Whether to heat molybdenum with another element in the hope of making one of these compounds hangs first on one comparison: does the compound lie below the two separate elements? In each of the 18 cells it lies above them. As far as energy decides, the separate elements win, and a finished compound could release energy by falling apart.

Cells containing Mo, relaxed in shape and atomic positions at fixed symmetry with Ansatz 0.2.0 (PBE, no dispersion correction, scalar-relativistic PAW, plane-wave cutoff 420 eV, Gaussian smearing 0.1 eV), without spin except for EuMo. Energies are relative to the elements' standard states or to the lowest mixture of elements and computed phases (positive: above it).

```tsv
system	space group	volume (Å³/atom)	shortest distance (Å)	energy over elements (eV/atom)	energy over hull (eV/atom)	lowest mixture of rivals
LiMo (P-6m2)	P-6m2	15.49	2.67	0.443	0.445	Li + Mo
LiMo3 (P6/mmm)	P6/mmm	15.81	2.58	0.581	0.582	Li + Mo
SbMo2 (P6/mmm)	P6/mmm	18.52	2.58	0.650	0.651	Sb + Mo
CdMo (Pm-3m)	Pm-3m	17.70	2.84	0.843	0.845	Cd + Mo
KMo2 (P-3m1)	P-3m1	23.91	2.45	0.954	0.955	K + Mo
EuMo (Pm-3m)	Pm-3m	22.02	3.06	1.034	1.034	Eu + Mo
Ba3Mo (Fm-3m)	Fm-3m	36.61	3.62	1.047	1.048	Ba + Mo
KMo2 (P-4m2)	P-4m2	25.88	2.54	1.065	1.066	K + Mo
Tl3Mo (Im-3m)	Im-3m	27.23	3.01	1.087	1.088	Tl + Mo
Sr2Mo (P-3m1)	P-3m1	32.17	3.19	1.162	1.162	Sr + Mo
Ba3Mo (P6/mmm)	P6/mmm	35.38	3.30	1.273	1.274	Ba + Mo
BaMo2 (F-43m)	F-43m	23.82	2.85	1.475	1.475	Ba + Mo
BaMo6 (Pm-3m)	Pm-3m	30.35	2.16	1.714	1.714	Ba + Mo
CuMo4 (Pm-3m)	Pm-3m	17.72	2.23	1.716	1.716	Cu + Mo
Lu2Mo3 (Pm-3m)	Pm-3m	22.70	2.42	1.807	1.807	Lu + Mo
MoAu6 (Pm-3m)	Pm-3m	38.35	2.55	1.882	1.884	Mo + Au
NaMo6 (Pm-3m)	Pm-3m	32.24	2.46	2.065	2.065	Na + Mo
KMo2 (Fm-3m)	Fm-3m	21.38	2.75	3.410	3.411	K + Mo
```

The energy over elements is the price of building the cell, per atom, from its two elements. The energy over hull asks the harder question, whether any mixture of computed phases lies lower. Here that best mixture is always the two elements, so the columns agree within the numerical noise of about 4 meV per atom. Adding an overlooked phase to the comparison could only make a cell look worse, never better.

**Why the elements win.** Molybdenum has a nearly half-filled d band, which fills mostly bonding states and holds the metal together strongly. A foreign atom that pushes Mo atoms apart removes part of this bonding and must repay it with bonds of its own. Stretched H₂ is a simpler case of the same loss: overlap fades as the atoms separate. The likeness is limited, since H₂ has one electron pair and one bond, whereas Mo shares several electrons among many neighbours.

To compare different formulas, I divide the energy over elements $E$ by the fraction $x$ of Mo atoms, which gives a cost $C=E/x$ per Mo atom. The coupling between d orbitals on neighbouring atoms falls roughly as the inverse fifth power of their distance. With $d$ the shortest Mo–Mo distance and 2.7 Å the rough contact in the metal, the lost share is estimated as $L=1-(2.7/d)^5$, or zero at shorter distances. This counts how far away the nearest Mo atoms are, not how many there are. A straight-line fit gives

$$C \approx 1.2 + 3.3\,L \quad \text{(eV per Mo atom)}.$$

The constant is the cost that remains when the closest contacts survive. Fewer neighbours may explain part of it: in LiMo each Mo atom has six close Mo neighbours in a flat layer, against eight in the metal.

Take cubic Ba₃Mo (Fm-3m), which was part of the fit. Its Mo atoms are 5.92 Å apart, so $L=1-(2.7/5.92)^5\approx0.98$ and $C\approx1.2+3.3\times0.98\approx4.4$ eV. The full calculation gives 4.2 eV. Nearly all the direct Mo–Mo overlap has gone, and barium repays too little.

The fit covers 14 rows. It omits EuMo, the only cell computed with spin, and three open cages of the hexaboride type. In BaMo₆ and NaMo₆ one short distance is a poor measure of bonding, and in MoAu₆ the open gold net adds a cost of its own. The typical miss of the fit is 0.9 eV per Mo atom, against 1.1 eV for a line that knows only the number of foreign atoms per Mo. On all four omitted rows, however, the dilution line comes closer: for EuMo it misses by 0.4 eV per Mo atom, the bonding line by 1.6 eV. The numbers therefore leave room for the bonding argument but do not favour it over plain dilution.

**Which cell wins at equal formula.** For KMo₂ the order is P-3m1, then P-4m2, then Fm-3m. The last lies 2.46 eV per atom above the first, probably because two things go wrong together: the Mo atoms move out to 3.17 Å, and potassium is squeezed to 2.75 Å from molybdenum. The two layered cells differ by only 0.11 eV per atom. Both appear to keep short Mo–Mo contacts, and the model cannot tell them apart.

Ba₃Mo shows where the distance rule fails. Its hexagonal cell (P6/mmm) has the closer Mo atoms, yet lies 0.23 eV per atom above the cubic one. The likely reason is crowding: the closest barium atoms stand 3.30 Å apart, against 3.62 Å in the cubic cell and roughly 4.3 Å in barium metal. For a neighbouring case, ask whether Mo keeps close Mo neighbours, whether the other atom has room, and whether it bonds to Mo strongly enough to repay what is lost. Silicon does so in the stable compound MoSi₂; in the cells here no partner does.

**How safe the order is.** The closest contest with the elements is LiMo, at 0.44 eV per atom. That is about a hundred times the numerical noise and well above the error of roughly 0.1 eV that I would allow PBE for such metals. The cells kept their starting symmetry, however, so a distortion might still lower some of them. Another arrangement of the same atoms could matter more: in KMo₂ the choice of arrangement alone is worth up to 2.46 eV per atom. The table therefore speaks against these cells, not against every compound with these formulas.

Spin is the more serious doubt where Mo atoms are isolated. Forcing electrons to stay paired puts separated atoms too high, as it does in stretched H₂. In MoAu₆ the Mo atoms are 6.45 Å apart, and its cost of 13 eV per Mo atom should not be trusted as a size. The same error may raise cubic Ba₃Mo and Tl₃Mo, whose Mo atoms are also far apart, and so make the fitted line too steep. EuMo was run from a single magnetic start and without a U correction for its f shell, so its place just below cubic Ba₃Mo is not secure. Among cells of equal formula, the least safe order is that of the two layered KMo₂ cells: a magnetic gain larger by 0.17 eV per Mo atom in P-4m2 would reverse it.

**What would reverse it.** Pressure $p$ changes an energy gap by $p\,\Delta V$ and so favours the smaller volume. With rough, fixed volumes for the elements, even the most favourable cell, cubic Ba₃Mo, would need about 11 GPa to beat them. That figure is optimistic: soft metals such as barium and potassium shrink quickly under pressure, so the cell's advantage in volume fades and may be gone before the gap closes. Between the layered KMo₂ cells pressure widens the lead, since the winner is also the smaller. Heat offers little help: ideal mixing in a one-to-one alloy is worth 0.06 eV per atom at 1000 K, and an ordered compound does not have even that. The printed analysis below holds the fits and the gaps.

The analysis program printed:

```
fit of cost on 14 rows (out < 1): constant 1.231 +/- 0.41, coefficient of loss 3.297 +/- 0.73; rms 0.911, worst KMo2 (Fm-3m) -2.06, leave-one-out rms 1.01
  rows outside the fit (model, value, miss): EuMo (Pm-3m) 3.665, 2.068, 1.6; BaMo6 (Pm-3m) 1.231, 2, -0.769; MoAu6 (Pm-3m) 4.486, 13.17, -8.69; NaMo6 (Pm-3m) 1.231, 2.409, -1.18
fit of cost on 14 rows (out < 1): constant 1.454 +/- 0.49, coefficient of foreign 0.9907 +/- 0.31; rms 1.1, worst KMo2 (Fm-3m) -3.17, leave-one-out rms 1.23
  rows outside the fit (model, value, miss): EuMo (Pm-3m) 2.445, 2.068, 0.377; BaMo6 (Pm-3m) 1.619, 2, -0.381; MoAu6 (Pm-3m) 7.398, 13.17, -5.78; NaMo6 (Pm-3m) 1.619, 2.409, -0.79
smallest energy over the elements, eV per atom: 0.443
the same in units of the 4 meV noise: 110.8
ideal mixing term of a 1 to 1 alloy at 1000 K, eV per atom: 0.05973
lowest linear pressure to beat the elements in any row, rough GPa: 11.46
linear pressure for LiMo to beat the elements, rough GPa: 28.28
KMo2 P-4m2 over P-3m1, eV per atom: 0.111
the same gap per Mo atom, eV: 0.1665
volume of KMo2 P-4m2 less P-3m1, cubic angstrom per atom: 1.97
KMo2 Fm-3m over P-3m1, eV per atom: 2.456
the same gap per Mo atom for Fm-3m, eV: 3.684
linear pressure to favour KMo2 Fm-3m over P-3m1, GPa: 155.5
Ba3Mo P6/mmm over Fm-3m, eV per atom: 0.226
the same gap per Mo atom in Ba3Mo, eV: 0.904
linear pressure to favour Ba3Mo P6/mmm, GPa: 29.44
cost per Mo atom in LiMo, eV: 0.886
cost per Mo atom in Ba3Mo Fm-3m, eV: 4.188
cost per Mo atom in MoAu6, eV: 13.17
```
